**Student:** The Gonzalez–Schlegel step for following a reaction path is given as a recipe: go half a step down the gradient, draw a sphere there, minimise the energy on it. You called it the implicit trapezoidal rule. I see a constrained optimisation, not an integrator.

**Lecturer:** Fix the premises first. (i) One Born–Oppenheimer surface $E(\mathbf x)$ with continuous third derivatives. (ii) Mass-weighted Cartesian coordinates $x_i=\sqrt{m_i}\,q_i$ in amu$^{1/2}$ bohr with the Euclidean metric, overall translation and rotation projected out, energies in hartree. (iii) The gradient $\mathbf g=\nabla E$ does not vanish where we step. $\mathbf H$ is the Hessian. The intrinsic reaction coordinate is the steepest-descent curve that leaves the saddle point, with arc length $\sigma$:

$$\frac{d\mathbf x}{d\sigma}=\mathbf t(\mathbf x),\qquad \mathbf t=-\frac{\mathbf g}{|\mathbf g|}.\tag{1}$$

The scheme, published in 1989, has a step parameter $s$; write $h=s/2$ and $\mathbf t_k=\mathbf t(\mathbf x_k)$. The pivot is $\mathbf p=\mathbf x_k+h\,\mathbf t_k$, and $\mathbf x_{k+1}$ minimises $E$ on the sphere $|\mathbf x-\mathbf p|=h$.

## From the sphere to the trapezoidal rule

**Lecturer:** Take the Lagrangian $\mathcal L=E-\tfrac{\lambda}{2}\left(|\mathbf x-\mathbf p|^2-h^2\right)$. Stationarity gives

$$\mathbf g(\mathbf x)=\lambda\,(\mathbf x-\mathbf p).\tag{2}$$

The norm of (2) is $|\mathbf g|=|\lambda|h$, so $\lambda=\mp|\mathbf g|/h$, and dividing (2) by $\lambda$ gives $\mathbf x-\mathbf p=\pm h\,\mathbf t(\mathbf x)$. The upper sign, $\lambda<0$, means that the energy still falls outwards through the sphere. On that branch, inserting the pivot,

$$\mathbf x_{k+1}=\mathbf x_k+\frac s2\left(\mathbf t_k+\mathbf t_{k+1}\right).\tag{3}$$

This is the trapezoidal rule for (1), implicit because $\mathbf t_{k+1}$ depends on the unknown point. The constrained minimisation is the solver for the implicit equation.

**Student:** You chose a sign. My starting point lies on the sphere too, with $\mathbf x_k-\mathbf p=-h\mathbf t_k$, so it solves (2) with $\lambda>0$. I suppose the word "minimise" excludes it, since it is the highest point.

**Lecturer:** Not always. The tangent space of the sphere at a stationary point is orthogonal to $\mathbf x-\mathbf p$, hence to $\mathbf t$. With $\mathbf P=\mathbf 1-\mathbf t\mathbf t^{T}$, a strict constrained minimum is assured when $\mathbf P(\mathbf H-\lambda\mathbf 1)\mathbf P$ is positive definite on that space. Let $l$ be an eigenvalue of $\mathbf P\mathbf H\mathbf P$ there, a transverse force constant, and define

$$z=\frac{s\,l}{|\mathbf g|}.\tag{4}$$

Since $l\pm|\mathbf g|/h=(|\mathbf g|/h)(z/2\pm1)$, the forward point is a minimum if $1+z/2>0$ for every transverse mode, which holds in any valley, where all $l>0$. The starting point is a maximum if all $z<2$, but a local minimum if all $z>2$. In a narrow valley the sphere thus carries two local minima, where the valley floor enters and where it leaves. The inner iterations must start on the far side, for example at $\mathbf x_k+s\mathbf t_k$, and the sign of $\lambda$ must be checked. Equation (3) is equivalent to "stationary on the sphere with $\lambda<0$".

## The arc

**Student:** The trapezoidal rule gives points. Where does a circular arc come from?

**Lecturer:** From the two equal legs. Let $\theta$, with $0<\theta<\pi$, be the angle between the tangents, $\cos\theta=\mathbf t_k\cdot\mathbf t_{k+1}$. In their plane put $\mathbf t_k=(1,0)$, $\mathbf t_{k+1}=(\cos\theta,\sin\theta)$ and $\mathbf x_k$ at the origin. Then (3) reads $\mathbf x_{k+1}=h\,(1+\cos\theta,\ \sin\theta)$. A circle of radius $r$ centred at $(0,r)$ touches $\mathbf t_k$ at the origin; after turning through $\theta$ it is at $(r\sin\theta,\ r(1-\cos\theta))$ with tangent $(\cos\theta,\sin\theta)$. Matching positions imposes two conditions on one unknown, $r=h(1+\cos\theta)/\sin\theta$ and $r=h\sin\theta/(1-\cos\theta)$, and both right-hand sides equal $h\cot(\theta/2)$. So one circle passes through both points with both tangents. Its radius, arc and chord are

$$r=\frac{s}{2\tan(\theta/2)},\qquad \Delta\sigma=r\theta=\frac{s\,\theta}{2\tan(\theta/2)},\qquad |\mathbf x_{k+1}-\mathbf x_k|=s\cos\frac\theta2.\tag{5}$$

From $y\cot y=1-y^2/3-y^4/45-\dots$ with $y=\theta/2$,

$$\Delta\sigma=s\left(1-\frac{\theta^2}{12}-\frac{\theta^4}{720}-\dots\right).\tag{6}$$

The parameter $s$ is the length of the two legs, longer than the arc. The reaction coordinate should be accumulated from $\Delta\sigma$.

**Student:** If both tangents are exact, how can the path be wrong?

**Lecturer:** They are exact in a limited sense: each is the true direction $-\mathbf g/|\mathbf g|$ at the computed point, with no extrapolation from a local model. If that point is off the reaction path, the direction belongs to a neighbouring steepest-descent curve. And between the ends the true path need not be a circle.

## Order of accuracy

**Lecturer:** Insert the exact solution of (1) into (3) and call what is left the defect,

$$\mathbf d=\frac s2\left[\mathbf x'(0)+\mathbf x'(s)\right]-\int_0^s\mathbf x'\,d\sigma .$$

Take $w(\sigma)=\sigma(s-\sigma)/2$, which has $w(0)=w(s)=0$, $w'(0)=s/2$, $w'(s)=-s/2$, $w''=-1$. Two integrations by parts give $\int_0^s w\,\mathbf x'''d\sigma=-[w'\mathbf x']_0^s+\int_0^s w''\mathbf x'd\sigma=\mathbf d$. Since $w\ge0$ and $\int_0^s w\,d\sigma=s^3/12$,

$$\mathbf d=\frac{s^3}{12}\,\mathbf x'''+o(s^3),\qquad |\mathbf d|\le Cs^3,\quad C=\tfrac1{12}\max|\mathbf x'''|.\tag{7}$$

Now let $\mathbf e_k=\mathbf x_k-\mathbf x(ks)$, and let $L$ be a Lipschitz constant of $\mathbf t$ around the path, with $hL<1$. Subtracting the exact relation from (3) and taking norms, $(1-hL)|\mathbf e_{k+1}|\le(1+hL)|\mathbf e_k|+Cs^3$. With $q=(1+hL)/(1-hL)$ we have $q-1=sL/(1-hL)$, and the geometric sum from $\mathbf e_0=0$ gives

$$|\mathbf e_N|\le\frac{Cs^3}{1-hL}\,\frac{q^N-1}{q-1}=\frac{Cs^2}{L}\left(q^N-1\right).\tag{8}$$

At fixed length $\Lambda=Ns$, $q^N\to e^{L\Lambda}$ as $s\to0$. The local truncation error is of third order and the global one of second order.

**Student:** On a circle $\mathbf x'''$ is not zero. Then the step cannot be exact there, whatever the geometry suggests.

**Lecturer:** Split the defect. With curvature $\kappa$, torsion $\tau$ and the Frenet relations $\mathbf t'=\kappa\mathbf n$, $\mathbf n'=-\kappa\mathbf t+\tau\mathbf b$,

$$\mathbf x'''=-\kappa^2\,\mathbf t+\kappa'\,\mathbf n+\kappa\tau\,\mathbf b.\tag{9}$$

The tangential part, $-\kappa^2s^3/12$, slides the point back along the path. It is the lag already in (6), because $\theta\approx\kappa s$ gives $s-\Delta\sigma\approx\kappa^2s^3/12$, and the arc formula removes it. What moves the point off the path is $(s^3/12)(\kappa'\mathbf n+\kappa\tau\mathbf b)$, which vanishes for a plane curve of constant curvature. As an integrator in the variable $s$ the rule is not exact on a circle; as a generator of points on the curve it is.

## Transverse stability

**Student:** The bound (8) looks useless. In a narrow valley $L$ is huge.

**Lecturer:** It proves the order and little else. To do better, differentiate $\mathbf t=-\mathbf g/|\mathbf g|$ with $\delta\mathbf g=\mathbf H\,\delta\mathbf x$ and $\delta|\mathbf g|=\mathbf g\cdot\delta\mathbf g/|\mathbf g|$:

$$\delta\mathbf t=-\frac{\delta\mathbf g}{|\mathbf g|}+\frac{\mathbf g\,(\mathbf g\cdot\delta\mathbf g)}{|\mathbf g|^3}=\mathbf J\,\delta\mathbf x,\qquad \mathbf J=-\frac{\mathbf P\mathbf H}{|\mathbf g|}.\tag{10}$$

In a basis made of $\mathbf t$ and the transverse directions, the first row of $\mathbf J$ is zero since $\mathbf t^T\mathbf P=0$, and the transverse block is $-\mathbf P\mathbf H\mathbf P/|\mathbf g|$. The matrix is block triangular, so its eigenvalues are $0$ and $-l/|\mathbf g|$, all real. Linearising (3),

$$(\mathbf 1-h\mathbf J_{k+1})\,\mathbf e_{k+1}=(\mathbf 1+h\mathbf J_k)\,\mathbf e_k+\mathbf d_k.\tag{11}$$

The matrix on the left has eigenvalues $1$ and $1+z/2$, so the condition that made the forward point a constrained minimum also makes (3) locally uniquely solvable. Now freeze $\mathbf J$. A shift along the path is carried with factor 1, and a transverse mode is multiplied per step by

$$\mu(z)=\frac{1-z/2}{1+z/2},\tag{12}$$

where the exact frozen flow gives $e^{-z}$ and an explicit Euler step gives $1-z$. Three properties follow. First, $\mu=1-z+z^2/2-z^3/4+\dots$, so $\mu-e^{-z}=-z^3/12+\dots$, second order again. Second, for complex $z$, $|1-z/2|^2-|1+z/2|^2=-2\,\mathrm{Re}\,z$, so $|\mu|<1$ exactly when $\mathrm{Re}\,z>0$. That is A-stability: every decaying mode of the frozen problem decays at every step size, whereas Euler needs $z<2$. Third, $\mu=-1+4/(z+2)$, which is negative for $z>2$ and tends to $-1$. The rule is not L-stable. A very stiff mode changes sign each step and needs about $z/4$ steps to shrink by a factor $e$, while the true flow removes it within a fraction $1/z$ of one step.

**Student:** Why would a minimisation overshoot the valley floor?

**Lecturer:** It does not; the pivot does. A point a distance $u$ off the floor has its tangent tilted towards the floor by $lu/|\mathbf g|$, so the half step puts the pivot at $u(1-z/2)$, far on the other side when $z$ is large. The minimisation divides that by $1+z/2$, which only just undoes the throw.

The frozen equation also gives a realistic size for the path error. A constant transverse defect $d_\perp$ in one mode settles at $e=\mu e+d_\perp/(1+z/2)$. As $1-\mu=z/(1+z/2)$, this is $e=d_\perp/z$, and for a plane path $e=s^2\kappa'|\mathbf g|/(12\,l)$: second order, with no exponential, and smaller the stiffer the valley.

## The circular valley

**Student:** Freezing $\mathbf J$ worries me. The frame turns by $\theta$ in each step, and $|\mathbf g|$ goes from zero through a maximum back to zero.

**Lecturer:** Take a model where both effects can be followed. In plane polar coordinates,

$$E(\rho,\varphi)=\tfrac l2(\rho-R)^2+V(\varphi),\qquad \mathbf g=l(\rho-R)\,\hat{\boldsymbol\rho}+\frac{V'}{\rho}\,\hat{\boldsymbol\varphi},\tag{13}$$

with $V'<0$ on the stretch considered. On $\rho=R$ the gradient is tangential, so the circle solves (1), with $\mathbf t=\hat{\boldsymbol\varphi}$, $|\mathbf g|=G(\varphi)=|V'|/R$, $\kappa=1/R$, and transverse force constant $\partial_\rho^2E=l$.

Exactness first. From a point on the floor, the pivot lies on the tangent line at distance $h$. The second tangent from the pivot to the circle also has length $h$ and touches it at an angle $\theta$ further on, where the right triangle centre–point–pivot gives

$$\tan\frac\theta2=\frac{s}{2R}.\tag{14}$$

At the touching point $\mathbf x-\mathbf p=h\hat{\boldsymbol\varphi}=h\mathbf t$, so (3) holds, and $1+z/2>0$ makes it a constrained minimum. By (5), $r=R$ and $\Delta\sigma=R\theta$. The step is exact to all orders in $s$, for any $V$, provided $V'<0$ at both ends and between them.

Now stability. Equation (3) says $\mathbf x_k+h\mathbf t_k=\mathbf x_{k+1}-h\mathbf t_{k+1}$. Square both sides, use $|\mathbf t|=1$ and $\mathbf x\cdot\mathbf t=\rho\,t_\rho$:

$$\rho_k^2+s\,\rho_k\,t_{\rho,k}=\rho_{k+1}^2-s\,\rho_{k+1}\,t_{\rho,k+1}.\tag{15}$$

This is exact. Put $\rho=R+u$. From (13), $t_\rho=-lu/\sqrt{l^2u^2+V'^2/\rho^2}=-lu/G$ to first order in $u$. The shift of $\varphi_{k+1}$ caused by $u_k$ changes $G_{k+1}$ at first order and so enters (15) at second order. The linear terms are $2Ru_k(1-z_k/2)=2Ru_{k+1}(1+z_{k+1}/2)$, that is

$$u_{k+1}=A_k\,u_k,\qquad A_k=\frac{1-z_k/2}{1+z_{k+1}/2},\qquad z_k=\frac{s\,l}{G(\varphi_k)}.\tag{16}$$

The radius has dropped out: here the turning of the frame does not correct (12) at all, and for constant slope $A_k=\mu(z)$. The variation of $|\mathbf g|$ does matter.

**Student:** Numerator and denominator now belong to different points. Then $|A_k|$ can exceed one, A-stability notwithstanding.

**Lecturer:** Yes. For positive $z$, $A_k<-1$ when $z_k/2-1>1+z_{k+1}/2$, that is when $z_k-z_{k+1}>4$, which can happen just below a saddle point, where $|\mathbf g|$ grows quickly. A-stability is a statement about constant coefficients. The growth is bounded, though. The scaled deviation $v_k=(1+z_k/2)u_k$ obeys $v_{k+1}=(1-z_k/2)u_k=\mu(z_k)v_k$, so

$$\frac{u_N}{u_1}=\frac{1+z_1/2}{1+z_N/2}\prod_{k=1}^{N-1}\mu(z_k),\tag{17}$$

and every factor in the product is smaller than one in magnitude.

## Range of validity

**Student:** So where do I stop trusting all this?

**Lecturer:** There are six limits.

1. At the saddle point $\mathbf t$ is undefined and is replaced by the eigenvector of the negative Hessian eigenvalue. Near any stationary point $L\sim\|\mathbf H\|/|\mathbf g|$ diverges, and (8) says nothing there.
2. Once the minimum of $E$ lies inside the sphere, the constrained minimum can have $\lambda>0$, so that $\mathbf x_{k+1}=\mathbf x_k+h(\mathbf t_k-\mathbf t_{k+1})$, which is not (3). One stops and switches to an ordinary optimisation.
3. The order statement needs a resolved path, $\kappa s\ll1$ with $\kappa$ and $\tau$ varying little over a step. Exactness needs constant curvature and no torsion.
4. Equations (11), (12) and (16) are linear in the deviation and need a small tilt, $|u|\ll|\mathbf g|/l=s/z$. Beyond that $|t_\rho|$ saturates at one, and the pivot is never thrown further than $h$.
5. If a transverse $l$ turns negative, then $\mu>1$ for $-2<z<0$, which mirrors a real divergence of neighbouring paths; for $z<-2$ the solution of (3) is no longer a constrained minimum.
6. Everything assumes converged inner iterations and the Euclidean metric of premise (ii). Frozen coefficients are adequate only while $z$ changes little per step, and the absence of a curvature correction was shown for the model (13) only.

## Numbers

**Lecturer:** Take $V=\tfrac12V_b(1+\cos2\varphi)$, with the saddle at $\varphi=0$ and the minimum at $90^\circ$. The inputs are illustrative: $R=2$ and $s=0.4$ amu$^{1/2}$ bohr, $V_b=0.04$ hartree (25.1 kcal/mol) and $l=0.2$ hartree amu$^{-1}$ bohr$^{-2}$. A mass-weighted force constant converts as $\tilde\nu=\sqrt{l}/2\pi c$, so the transverse mode is at 2299 cm$^{-1}$. At the saddle the curvature along the path is $V''/R^2=-2V_b/R^2=-0.02$ in the units of $l$, or $727i$ cm$^{-1}$. The slope is $G=(V_b/R)\sin2\varphi=0.02\sin2\varphi$ hartree amu$^{-1/2}$ bohr$^{-1}$, so $z=4/\sin2\varphi$.

From (14), $\tan(\theta/2)=0.1$ and $\theta=0.199337$ rad $=11.42^\circ$. In amu$^{1/2}$ bohr the chord is 0.398015 and the arc 0.398675, so $s-\Delta\sigma=0.001325$, against 0.001333 from the leading term $\kappa^2s^3/12$. The transition vector is $\hat{\boldsymbol\varphi}$, tangent to the floor, so the first step is exact too and $\varphi_k=k\theta$.

| $k$ | $\varphi_k$ (deg) | $z_k$ | $\mu(z_k)$ | $A_k$ |
|---|---|---|---|---|
| 1 | 11.42 | 10.30 | −0.675 | −1.094 |
| 2 | 22.84 | 5.59 | −0.473 | −0.570 |
| 3 | 34.26 | 4.30 | −0.365 | −0.383 |
| 4 | 45.68 | 4.00 | −0.333 | −0.313 |
| 5 | 57.11 | 4.39 | −0.374 | −0.303 |
| 6 | 68.53 | 5.87 | −0.492 | −0.284 |
| 7 | 79.95 | 11.64 | −0.707 | |

**Student:** The frozen factor is badly off at both ends: $-0.675$ for $-1.094$, and $-0.492$ for $-0.284$.

**Lecturer:** There the neglected variation of $|\mathbf g|$ rivals the damping itself. At $k=1$, $z_1-z_2=4.71>4$, so that step enlarges a deviation, within a linear range $G/l=0.039$ amu$^{1/2}$ bohr. A radial misplacement $u_0$ of the saddle is treated more kindly: the first tangent has $t_\rho=0$, so (15) gives $u_1/u_0=1/(1+z_1/2)=0.163$. All $z_k$ exceed 2, so each starting point is a spurious local minimum on its own sphere. An explicit Euler step of the same length leaves the floor by $\sqrt{R^2+s^2}-R=0.040$, and its linear factor is $1-z=-3$ even at the steepest point.

An eighth step lands at $91.37^\circ$, past the minimum. There $\mathbf t=-\hat{\boldsymbol\varphi}$ and $\lambda>0$; with $z=83.7>2$ the point is a constrained minimum, yet it does not satisfy (3), so the path ends at $k=7$. The seven valid steps cover an arc of 2.791, not $7s=2.8$.

The price of $\mu\to-1$ shows in the damping. The six factors $A_1\cdots A_6$ multiply to $6.4\times10^{-3}$. The exact linearised flow, $du/d\sigma=-lu/G$ with $d\sigma=R\,d\varphi$, has the exponent $\int lR^2d\varphi/(V_b\sin2\varphi)=(lR^2/2V_b)\ln(\tan\varphi_7/\tan\varphi_1)$ with $lR^2/2V_b=10$, and gives $(\tan\varphi_7/\tan\varphi_1)^{-10}=3.5\times10^{-15}$. These are the model's numbers, not those of a molecule. In this valley the step adds no path error of its own, but a deviation that enters from outside, such as a loosely converged inner minimisation, survives as a zigzag across the floor that fades by $6.4\times10^{-3}$ where the true flow would reduce it by $3.5\times10^{-15}$.